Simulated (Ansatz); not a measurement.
A series in temperature on Si₃NiPt₂

All results are calculated (Ansatz 0.2.0). Harmonic vibrational free energy, entropy and heat capacity at constant volume, per atom, from the force constants of a q mesh, imaginary modes left out; plane waves with PAW datasets, Gamma-centred k mesh.

Structure of every row (space group P4/nmm, No. 129):
```
cell vectors (Å)
   3.3784     0.0000     0.0000
   0.0000     3.3784     0.0000
   0.0000     0.0000    14.6296
atoms (fractions of the cell vectors)
Si  0.50000  0.00000  0.95232
Si  0.50000  0.00000  0.27026
Si  0.50000  0.00000  0.61639
Si  0.00000  0.50000  0.72974
Si  0.00000  0.50000  0.04768
Si  0.00000  0.50000  0.38361
Ni  0.50000  0.00000  0.10762
Ni  0.00000  0.50000  0.89238
Pt  0.50000  0.00000  0.78453
Pt  0.50000  0.00000  0.43812
Pt  0.00000  0.50000  0.21547
Pt  0.00000  0.50000  0.56188
```

Settings of every row: functional PBE; dispersion none; spin none; wave cutoff 420 eV; k mesh 12x12x4; occupations fermi dirac; smearing width 0.15 eV; pressure 0 GPa; phonon method linear response; q mesh 2x2x1.

Limits: coarse q mesh; metal sensitive to the k mesh; no spin polarisation, a magnetic state may lie lower; no spin-orbit coupling, which can matter with elements this heavy; the cell comes from a prototype or a list of computed structures and needn't be the stable phase.

```csv
row,temperature (K),phonon entropy (kB/atom),phonon heat capacity (kB/atom),phonon free energy (meV/atom)
1,200,2.638,2.467,16.9
2,300,3.697,2.733,-10.6
3,400,4.5,2.842,-46.1
4,500,5.141,2.897,-87.7
5,600,5.672,2.927,-134.3
6,700,6.125,2.946,-185.2
7,800,?,?,?
8,900,6.868,2.967,-297.4
9,1000,7.181,2.973,-358
```

Question: what phonon entropy and phonon heat capacity should row 7 give?

Worked fit of phonon entropy. Entropy rises as the heat capacity times the change of ln T, so take t = ln(T / 300 K). The shown rows have t = -0.4055, 0, 0.2877, 0.5108, 0.6931, 0.8473, 1.0986, 1.204. Least squares give phonon entropy = 3.7111 + 2.72174 × t + 0.13846 × t² kB/atom; a straight line predicts inner rows, each left out in turn, worse (root mean square 0.034 against 0.011 kB/atom). The rows lie off it by 0.008, -0.014, -0.006, 0.004, 0.008, 0.008, 0.000, -0.008 (root mean square 0.0079 kB/atom), a smooth pattern that one more power would take up: the form is only approximate. The slope at t = 0, 2.72 kB/atom, estimates the heat capacity at 300 K. The withheld row has t = 0.9808, so the fit gives 3.7111 + 2.72174 × (0.9808) + 0.13846 × (0.9808)² = 6.514 kB/atom.

The calculation gave 6.519 kB/atom. The fit lies 0.005 kB/atom (0.11 % of the column's range) below it; its largest miss of a shown row is 0.014 kB/atom.

Worked fit of phonon heat capacity. At high temperature a harmonic heat capacity falls short of its limit by a term in 1/T², so take t = (100 K / T)². The shown rows have t = 0.25, 0.11111, 0.0625, 0.04, 0.02778, 0.02041, 0.01235, 0.01. Least squares give phonon heat capacity = 2.9986 − 2.6138 × t + 1.952 × t² kB/atom; a straight line predicts inner rows, each left out in turn, worse (root mean square 0.011 against 0.001 kB/atom). The rows lie off it by 0.000, 0.001, -0.001, 0.000, 0.000, 0.000, 0.000, 0.000. The constant, 2.9986 kB/atom, is to be held against the harmonic limit of 3 k_B an atom. The withheld row has t = 0.01562, so the fit gives 2.9986 − 2.6138 × (0.01562) + 1.952 × (0.01562)² = 2.958 kB/atom.

The calculation gave 2.959 kB/atom. The fit lies 0.001 kB/atom (0.2 % of the column's range) below it, one unit of the last digit.

The other values of row 7: phonon free energy -239.7 meV/atom.
